**Student:** My notes say that the permittivity of an incommensurate crystal such as Rb$_2$ZnBr$_4$ obeys a Curie–Weiss law above the lock-in temperature $T_L$. But the crystal is an improper ferroelectric. No polar mode softens, so what diverges?

**Lecturer:** The compliance of an array of walls. Let us derive it from five premises.

1. Below $T_i$ a modulation $\eta=\rho e^{i\varphi}$ condenses, with its phase counted from a commensurate wave. In Rb$_2$ZnBr$_4$, in the $Pmcn$ setting, that wave is $c^*/3$. Everything depends on one coordinate $x$ along $c$.
2. A Lifshitz term linear in $\varphi'=d\varphi/dx$ is allowed, and the lowest anisotropy is $\rho^n\cos n\varphi$ with $n$ even. Here $n=6$.
3. One polarisation component $P$ transforms like $\rho^{n/2}\cos(n\varphi/2)$ and is perpendicular to $x$. Here it lies along $a$.
4. The amplitude $\rho$ depends on temperature only.
5. The medium is a defect-free continuum in equilibrium, in a weak static field $\mathcal E$ along $P$.

In SI units the free energy density, without the terms in $\rho$ alone, is

$$f=\tfrac12 D\rho^2\varphi'^2-D\rho^2q_\varphi\varphi'-\gamma\rho^n\cos n\varphi+\frac{P^2}{2\varepsilon_0\chi_0}-\zeta\rho^{n/2}P\cos\frac{n\varphi}{2}-P\mathcal E .$$

The constants $D$, $q_\varphi$, $\gamma$, $\zeta$ and the background susceptibility $\chi_0$ are taken as independent of temperature, and the sense of $x$ is chosen so that $q_\varphi>0$.

**Student:** A polarisation that varies in space makes bound charge. Where is the depolarising field?

**Lecturer:** Premise 3 removes it. $P$ points along $a$ and varies along $c$, so $\nabla\cdot\mathbf P=0$. The field is tangential to the planes of constant phase, and $\nabla\times\boldsymbol{\mathcal E}=0$ makes it the same in all of them.

Now eliminate $P$. Put $\theta=n\varphi/2$ and $P_s=\varepsilon_0\chi_0\zeta\rho^{n/2}$. The condition $\partial f/\partial P=0$ gives

$$P(x)=\varepsilon_0\chi_0\mathcal E+P_s\cos\theta(x).$$

At this minimum the three terms in $P$ sum to $-P^2/2\varepsilon_0\chi_0$, which expands to

$$-\tfrac12\varepsilon_0\chi_0\mathcal E^2-P_s\mathcal E\cos\theta-V_P(1+\cos2\theta),\qquad V_P=\frac{P_s^2}{4\varepsilon_0\chi_0}.$$

The last piece adds to the anisotropy, since $\cos n\varphi=\cos2\theta$. Define $V=\gamma\rho^n+V_P$, $\kappa=4D\rho^2/n^2$, $q_0=nq_\varphi/2$ and $h=P_s\mathcal E$. With $-V\cos2\theta=-V+2V\sin^2\theta$, and dropping what does not depend on $\theta$,

$$f=\tfrac12\kappa\theta'^2-\kappa q_0\theta'+U(\theta),\qquad U=2V\sin^2\theta-h\cos\theta .$$

**Student:** So for $V>0$ the minima at $h=0$ are $\theta=0,\pi,2\pi,\dots$, which for $n=6$ are six phases $\varphi=0,\pi/3,\dots$, and $\cos\theta$ alternates between $+1$ and $-1$.

**Lecturer:** Yes. Neighbouring commensurate regions carry $+P_s$ and $-P_s$, and each phase soliton is a $180^\circ$ ferroelectric wall. I take $V>0$ as part of the premises, because the locked phase of this crystal is polar. We shall see later what the other sign does.

The term in $q_0$ is a total derivative and drops out of the Euler equation, $\kappa\theta''=dU/d\theta$. Multiply by $\theta'$ and integrate once:

$$\tfrac12\kappa\theta'^2=w+U(\theta).$$

For $w>|h|$, with $|h|<4V$, the right side never vanishes and $\theta$ rises without end. This is the soliton lattice. At $h=0$ write

$$w+2V\sin^2\theta=\frac{2V}{k^2}\left(1-k^2\cos^2\theta\right),\qquad k^2=\frac{2V}{w+2V},\qquad d=\tfrac12\sqrt{\kappa/V},$$

so that $\theta'=\sqrt{1-k^2\cos^2\theta}/kd$. With $\theta=\pi/2+\psi$ this is the defining equation of the Jacobi amplitude, $\psi=\mathrm{am}(x/kd)$, and $P(x)=-P_s\,\mathrm{sn}(x/kd,k)$. My convention is that $k$ is the modulus, $k'^2=1-k^2$, $\Delta=\sqrt{1-k^2\sin^2\psi}$, $K=\int_0^{\pi/2}d\psi/\Delta$ and $E=\int_0^{\pi/2}\Delta\,d\psi$. The wall spacing, over which $\theta$ gains $\pi$, is $l=2kKd$.

**Student:** And $k$ is still free. What fixes it?

**Lecturer:** The Lifshitz term. Take a full period $L$, over which $\theta$ gains $2\pi$, and define

$$S(w,h)=\oint\kappa\theta'\,d\theta=\sqrt{2\kappa}\oint\sqrt{w+U}\,d\theta .$$

Differentiating under the integral gives $S_w=\oint d\theta/\theta'=L$. The first integral says $\tfrac12\kappa\theta'^2+U=\kappa\theta'^2-w$, and $\int\kappa\theta'^2dx=S$, so the mean free energy density is

$$\bar f=\frac{S-2\pi\kappa q_0}{L}-w,\qquad \frac{\partial\bar f}{\partial w}=-\,(S-2\pi\kappa q_0)\,\frac{L_w}{L^2}.$$

The term $S_w/L=1$ has cancelled the $-1$. Since $L_w<0$, the derivative has the sign of $S-2\pi\kappa q_0$, and $S$ grows with $w$, so the stationary point is a minimum. In equilibrium

$$S(w,h)=2\pi\kappa q_0,\qquad \bar f=-w .$$

At $h=0$, $S=\sqrt{2\kappa}\,(\sqrt{2V}/k)\,4E=8\sqrt{\kappa V}E/k$, and the condition reads

$$\frac{E(k)}{k}=\frac{\pi}{2}\,q_0d .$$

Because $d(E/k)/dk=-K/k^2<0$, the left side falls monotonically to 1 at $k=1$. A lattice exists only for $q_0d>2/\pi$. At equality $w=0$, the lattice has the energy of the commensurate state, and $l$ diverges. That is $T_L$, with $d_L=2/\pi q_0$. You can say the same with one wall. Its energy per area is $\sigma=\int_0^\pi\sqrt{4\kappa V}\sin\theta\,d\theta=4\sqrt{\kappa V}=8Vd$, the Lifshitz term pays back $\pi\kappa q_0$, and the two balance at $T_L$.

**Student:** Now I suppose we linearise the Euler equation in $h$ about the elliptic solution. That is a Lamé equation with a source. I would rather not.

**Lecturer:** There is no need. The equilibrium condition holds at any $h$ and defines $w(h)$. Differentiate it once:

$$S_w\,w'+S_h=0,\qquad S_h=-\oint\frac{\cos\theta\,d\theta}{\theta'}=-L\langle\cos\theta\rangle ,$$

so $w'(h)=\langle\cos\theta\rangle$, the spatial average. The mean polarisation is $\langle P\rangle=\varepsilon_0\chi_0\mathcal E+P_sw'(h)$, and therefore $\varepsilon_0(\chi-\chi_0)=P_s^2\,w''(0)$. At $h=0$ the map $\theta\to\theta+\pi$ leaves $U$ alone and reverses $\cos\theta$, so $w'(0)=0$. Differentiate again:

$$S_{ww}w'^2+2S_{wh}w'+S_{hh}+S_ww''=0 .$$

The first two terms vanish at $h=0$. With $S_{hh}=-\tfrac14\sqrt{2\kappa}\oint\cos^2\theta\,(w+U)^{-3/2}d\theta$ and $S_w=\tfrac12\sqrt{2\kappa}\oint(w+U)^{-1/2}d\theta$,

$$w''(0)=\frac12\,\frac{\oint\cos^2\theta\,(w+U)^{-3/2}d\theta}{\oint(w+U)^{-1/2}d\theta}=\frac{k^2}{4V}\,\frac{1}{K}\int_0^{\pi/2}\frac{\sin^2\psi}{\Delta^3}\,d\psi .$$

I used $w+U=(2V/k^2)\Delta^2$ and $\cos^2\theta=\sin^2\psi$; each loop integral is four quarter periods. Next, $k^2\sin^2\psi=1-\Delta^2$ turns the integral into $k^{-2}\int(\Delta^{-3}-\Delta^{-1})\,d\psi$. For the first part, differentiate:

$$k^2\frac{d}{d\psi}\frac{\sin\psi\cos\psi}{\Delta}=\frac{k^2-2k^2\sin^2\psi+k^4\sin^4\psi}{\Delta^3}=\Delta-\frac{k'^2}{\Delta^3}.$$

The left side integrates to zero over a quarter period, so $\int\Delta^{-3}d\psi=E/k'^2$. The result is

$$\chi-\chi_0=a\,B(k),\qquad B(k)=\frac{E(k)}{(1-k^2)K(k)}-1,\qquad a=\frac{P_s^2}{4\varepsilon_0V}=\chi_0\frac{V_P}{V}.$$

Both $P_s^2$ and $V$ scale as $\rho^n$, so $a$ does not depend on temperature. It is $\chi_0$ times the ratio of the polar part of the lock-in potential to the whole.

**Student:** You let the number of walls adjust to the field. During a capacitance reading no wall is created or destroyed. Is this the right susceptibility?

**Lecturer:** In linear order the two are the same. Let $g(L,h)$ be the free energy density at fixed period. Relaxing $L$ changes the second derivative in $h$ by $-g_{Lh}^2/g_{LL}$, and $g_{Lh}=-\partial\langle\cos\theta\rangle/\partial L$. At $h=0$ the average vanishes for every $L$, so $g_{Lh}=0$. The formula therefore also holds for a regular lattice whose spacing is out of equilibrium, if $k$ is taken from the actual $l=2kKd$.

**Student:** Then the plane-wave limit. For small $k$ the series of $E$ and $K$ give $B=\tfrac12k^2+\tfrac7{16}k^4+\dots$, so the excess vanishes. But I can switch off $V$ and keep $P_s$. The field still pushes on the phase of a sinusoidal polarisation wave. That response cannot be zero.

**Lecturer:** It is not. For small $k$, $E\to\pi/2$, so $k\simeq1/q_0d$ and $k^2\simeq4V/\kappa q_0^2$. Then

$$\varepsilon_0(\chi-\chi_0)\simeq\frac{P_s^2}{4V}\,\frac{k^2}{2}=\frac{P_s^2}{2\kappa q_0^2},$$

and $V$ has cancelled. Check it directly. With $V=0$ and $\theta=q_0x+u$, the Euler equation is $\kappa u''=h\sin q_0x$, so $u=-h\sin q_0x/\kappa q_0^2$ and $\langle\cos\theta\rangle=-\langle u\sin q_0x\rangle=h/2\kappa q_0^2$. That is the same expression. So the statement needs care. The bracket vanishes as $k\to0$, and the excess vanishes along the path the crystal takes, where $k\to0$ because $\rho\to0$ at fixed $a$. On that path $P_s^2/\kappa\propto\rho^{n-2}$, which is $\rho^4$ here.

**Student:** And near lock-in? I expect logarithms, since $K$ diverges as one. How does a clean $1/(T-T_L)$ survive?

**Lecturer:** By a cancellation. Let $\Lambda=\ln(4/k')$. For $k'\to0$, $K\simeq\Lambda$, $E\simeq1+\tfrac12k'^2(\Lambda-\tfrac12)$ and $1/k\simeq1+\tfrac12k'^2$. Hence

$$t\equiv\frac{E}{k}-1\simeq\tfrac12k'^2\left(\Lambda+\tfrac12\right),\qquad B\simeq\frac{1}{k'^2\Lambda}=\frac{1}{2t}\left(1+\frac{1}{2\Lambda}\right),$$

with relative corrections of order $k'^2\Lambda$. The product $k'^2\Lambda$ governs both the distance from lock-in and the inverse response. Now bring in temperature. Since $d\propto\sqrt{\kappa/V}\propto\rho^{1-n/2}$, and $E/k=d/d_L$, an amplitude $\rho\propto(T_i-T)^\beta$ gives

$$\frac{E}{k}=\left(\frac{T_i-T_L}{T_i-T}\right)^{(n-2)\beta/2},\qquad t\simeq\frac{T-T_L}{T^*},\qquad T^*=\frac{2(T_i-T_L)}{(n-2)\beta}.$$

Only the smoothness of $d(T)$ at $T_L$ matters for the form of the law, and the power law merely supplies $T^*$. We obtain

$$\chi-\chi_0\simeq\frac{C}{T-T_L}\left(1+\frac{1}{2\Lambda}\right),\qquad C=\tfrac12aT^*,\qquad \Lambda\simeq\tfrac12\ln\frac{8\Lambda}{t}.$$

The leading term is Curie–Weiss. The correction dies only logarithmically, so over any accessible interval it raises the apparent constant by some ten per cent, as the numbers will show.

**Student:** I follow the algebra but I do not yet see the walls.

**Lecturer:** Take the energy per wall without the Lifshitz term, $W(l)=\tfrac12S-wl$. Since $\tfrac12S_w=l$, we have $dW/dl=-w$, so $w$ is the pressure between walls. For distant walls $w=2Vk'^2/k^2\simeq32Ve^{-l/d}$, from $k'^2\simeq16e^{-2K}$ and $l\simeq2Kd$. Thus $W''=2Vk'^2/d$. In this limit only neighbours interact. A field widens the favoured regions to $l+u$ and narrows the others to $l-u$. The energy per period and area is $W''u^2-2P_s\mathcal Eu$, so $u=P_s\mathcal E/W''$, $\langle P\rangle-\varepsilon_0\chi_0\mathcal E=P_su/l$ and

$$\varepsilon_0(\chi-\chi_0)=\frac{P_s^2}{l\,W''}=\frac{P_s^2}{4Vk'^2K}.$$

This is the leading term again. The walls thin out only logarithmically, while the spring between them weakens exponentially in $l/d$. The spring wins.

**Student:** A Curie–Weiss law normally has a lower branch with half the constant. Why not here?

**Lecturer:** Below $T_L$ the equilibrium state has no walls. At $\theta=0$, $U'=0$ for every $h$ and $U''=4V+h>0$, so the phase does not move, $\bar f=-h$ is linear in the field, and $\chi=\chi_0$ under premise 4. The divergence belongs to the incommensurate side alone. A crystal cooled through $T_L$ may keep stranded walls, and their motion gives a tail below $T_L$, but that tail depends on history and lies outside premise 5.

**Student:** You promised the other sign of $V$.

**Lecturer:** If the anisotropy prefers $\cos2\theta=-1$, write $U=2|V|\cos^2\theta-h\cos\theta$. The commensurate regions have $\cos\theta=0$ and the polarisation sits in the walls. The same steps give $w+U\propto1-k^2\sin^2\theta$ and the integral $\int\cos^2\theta\,\Delta^{-3}d\theta=(K-E)/k^2$, so the bracket becomes $1-E/K$. It tends to 1 and does not diverge. The Curie–Weiss law needs opposite $P$ in neighbouring regions.

**Student:** Then where does the result fail? Premise 4 looks the weakest.

**Lecturer:** Take the limits in turn.

*Amplitude.* Let $A=\partial^2f/\partial\rho^2$ be the amplitude stiffness and $\xi=\sqrt{D/A}$. In the commensurate phase the field changes $\rho$ through $\partial P_s/\partial\rho=nP_s/2\rho$ and adds $n^2P_s^2/4\varepsilon_0\rho^2A=a\,(\xi/d)^2$ to $\chi$. The same ratio $(\xi/d)^2=n^2V/A\rho^2$ measures how far $\rho$ dips in a wall core, and hence the relative correction to $a$ and $\sigma$. In the plane-wave regime the amplitude is driven at wave number $q_0$ with stiffness $A+Dq_0^2$, and it does not mix with the phase because $\varphi'=q_\varphi$ cancels the cross term. Its response relative to the phase response is $q_0^2\xi^2/(1+q_0^2\xi^2)$. Near $T_i$, $A\to0$ and this ratio tends to 1, so our formula gives only half of the small excess there. Both halves vanish as $\rho^{n-2}$.

*Field.* The expansion in $h$ needs $|h|\ll w$, that is $\mathcal E\ll\mathcal E_1=2Vk'^2/k^2P_s$. The linear window closes at $T_L$.

*Order of the transition.* We found purely repulsive walls. Coupling to strain or to the amplitude can add an attraction. The lock-in then comes as a jump at finite $l$, and the law is cut off above its extrapolated pole.

*Pinning.* Give each wall a restoring stiffness $K_p$ per area. Each of the two walls in a period moves by $u/2$, which adds $K_pu^2/4$, so $W''$ becomes $W''+K_p/4$ and the response saturates. For defects $K_p$ depends on the sample. For the lattice itself a crude estimate comes from sampling the energy density of one wall, proportional to $\mathrm{sech}^2(x/d)$, on planes of spacing $b$. The first harmonic, at $G=2\pi/b$, modulates the wall energy as $\sigma[1+2(y/\sinh y)\cos Gx]$ with $y=\pi^2d/b$. Then $K_p=2\sigma G^2y/\sinh y$ at a minimum, and

$$\frac{K_p}{4W''}=\frac{r}{k'^2},\qquad r=\frac{8y^3}{\pi^2\sinh y}.$$

The continuum result needs $k'^2\gg r$.

*Frequency.* The result is static, so the measuring frequency must lie below the relaxation rate of the walls, which falls as the spring weakens.

**Student:** Put numbers in for Rb$_2$ZnBr$_4$.

**Lecturer:** As approximate typical inputs take $T_i\approx347$ K, $T_L\approx190$ K, $c\approx9.7$ Å, a plane-wave modulation near $\tfrac5{17}c^*$, $P_s\approx0.15\ \mu$C/cm$^2$ and $\chi_0\approx6$. I use the mean-field $\beta=\tfrac12$, so $T^*=T_i-T_L=157$ K and $E/k=157/(157-\delta T)$ with $\delta T=T-T_L$ in kelvin. The wall energy is an assumption of mine, $\sigma=1.0$ mJ/m$^2$ at $T_L$, and $a$ varies as $1/\sigma$.

The misfit of $\theta=3\varphi$ is $q_0=3(\tfrac13-\tfrac5{17})\,2\pi/c=0.0762$ Å$^{-1}$, which makes the plane-wave half period $\pi/q_0=41$ Å. Then $d_L=2/\pi q_0=17c/2\pi^2=8.35$ Å and $V=\sigma/8d_L=1.50\times10^5$ J/m$^3$. With $P_s^2/\varepsilon_0=2.54\times10^5$ J/m$^3$ we get $V_P=1.06\times10^4$ J/m$^3$, $V_P/V=0.071$, $a=0.42$ and $C=33$ K. Solving for $k$, with $l=2KE\,d_L$ and with $V$ and $P_s$ held at their lock-in values in $\mathcal E_1$:

| $\delta T$ (K) | $k'^2$ | $l$ (Å) | $B$ | $\chi-\chi_0$ | $2B\,\delta T/T^*$ | $1+1/2\Lambda$ | $\mathcal E_1$ (kV/cm) |
|---|---|---|---|---|---|---|---|
| 10 | $3.74\times10^{-2}$ | 53 | 8.18 | 3.4 | 1.04 | 1.17 | 78 |
| 1 | $2.63\times10^{-3}$ | 73 | 86.5 | 36 | 1.10 | 1.11 | 5.3 |
| 0.1 | $2.08\times10^{-4}$ | 94 | 854 | $3.6\times10^2$ | 1.09 | 1.09 | 0.42 |

The sixth column is $(\chi-\chi_0)\,\delta T/C$. It stays between 1.04 and 1.10 while $\chi-\chi_0$ changes a hundredfold and $l$ does not even double. At 10 K the asymptotic form in the seventh column is too high, because the $-1$ in $B$ and the other terms of relative order $k'^2\Lambda$ still count.

**Student:** A wall parameter of 8 Å is less than one cell. Do you believe a continuum there?

**Lecturer:** Only with reserve, and here are the sizes. The pinning estimate gives $y=8.5$ and $r=0.20$ for $b=c$, but $y=17$ and $r=3.3\times10^{-4}$ for $b=c/2$. Setting $k'^2=r$, lattice pinning would rival the wall repulsion below roughly $\delta T=38$ K in the first case and below $0.15$ K in the second. The first figure stretches the dilute-wall formula and is only an order of magnitude. The continuum model cannot tell which corrugation period dominates, and a longer one, set by the tripled cell, would pin harder still. For the amplitude, an assumed $\xi=3$ Å gives $(\xi/d_L)^2=0.13$: an additive $0.05$ in $\chi$, which is harmless, but a correction of about that relative size, 13 per cent, in $a$. Taking $\beta\approx0.35$ in place of $\tfrac12$ raises $T^*$ to 224 K and $C$ to 47 K. So $C$ is a few tens of kelvin for the assumed $\sigma$, and the second digit in the column of $\chi-\chi_0$ is arithmetic only.

**Student:** So is $\chi-\chi_0\approx36$ at one kelvin above lock-in a property of Rb$_2$ZnBr$_4$?

**Lecturer:** It is the model's number for these inputs. As typical knowledge and not as a measurement, crystals of this compound hold their wave vector close to $\tfrac5{17}c^*$ over most of the incommensurate range and show a rounded, hysteretic maximum of order ten to a few tens that depends on purity, so at $\delta T=0.1$ K the model's $3.6\times10^2$ is too high by roughly an order of magnitude. The direction is the one that $W''\to W''+K_p/4$ predicts: pinning adds stiffness that does not vanish at $T_L$, and the free-wall value $aB(k)$ bounds from above the response of a pinned regular lattice with the same spacing.